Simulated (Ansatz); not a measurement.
## Ligand exchange: SiH3Cl + Sn(CH3)(SH) → SiH3(SH) + Sn(CH3)Cl

Species: SiH3Cl (chlorosilane) `[SiH3]Cl`, singlet; Sn(CH3)(SH), singlet; SiH3(SH) (sulfanylsilane), singlet; Sn(CH3)Cl, singlet. The partners trade Cl for SH: Si–Cl and Sn–SH bonds give way to Si–SH and Sn–Cl.

Shapes, held fixed at every level: PBE0-D4/def2-TZVP. Flexible molecules stand in one conformer, not always the lowest. Programs: Ansatz 0.2.0. The zero-point and thermal change to 298 K, harmonic and unscaled (PBE0-D4/def2-TZVP), is -0.9 kJ/mol.

| level | kind | ΔH(298 K) (kJ/mol) | less CCSD(T)/def2-TZVPP | CPU time (sum over the molecules) |
| --- | --- | --- | --- | --- |
| HF/def2-TZVPP | Hartree–Fock | +1.5 | -6.9 | – |
| SPW92/def2-TZVPP | LDA | +8.9 | +0.5 | 8.9 s |
| B3LYP-D4/def2-TZVPP | global hybrid | +5.8 | -2.6 | 20 s |
| r2SCAN0-D4/def2-TZVPP | global hybrid | +6.0 | -2.4 | 25 s |
| B2PLYP/def2-TZVPP | double hybrid | +6.8 | -1.6 | 23 s |
| CCSD/def2-SVP | coupled cluster or CI | +7.1 | -1.3 | – |
| CCSD(T)/def2-TZVPP | coupled cluster or CI | +8.4 | 0.0 | 2.3 min |

The highest level, CCSD(T)/def2-TZVPP, gives ΔH(298 K) = +8.4 kJ/mol; the levels span +1.5 to +8.9. The column of differences is taken from that level and isn't an error. No measured value is set beside it here. For atoms past krypton def2 sets carry core potentials with scalar relativity. Outer-core shells of Sn are correlated in most correlated rows, in sets that cover them unevenly. Times are processor times on shared x86 and Arm servers, and rough.

The exchange is mildly endothermic at every level, so chloride stays preferentially on silicon and the SH group on tin. Both pairings involve polar single bonds of the same kind, and most of the bond energy cancels, leaving a small difference in preference. Silicon(IV) is the harder centre and binds chloride strongly, whereas tin(II) is softer and suits sulfur. The singlet stannylene also has a formally empty 5p orbital, into which a sulfur lone pair probably donates better than one on chlorine.

Hartree–Fock gets the sign right but makes the exchange nearly thermoneutral, so much of the computed preference comes from electron correlation, which favours the Sn–SH/Si–Cl side. The closeness of LDA to CCSD(T) probably reflects cancellation of errors in a balanced exchange, and doesn't suggest comparable reliability for bond energies. The result concerns isolated monomers; in condensed phases, stannylenes can associate through bridging chloride or sulfur, which could shift or even reverse so small a preference.
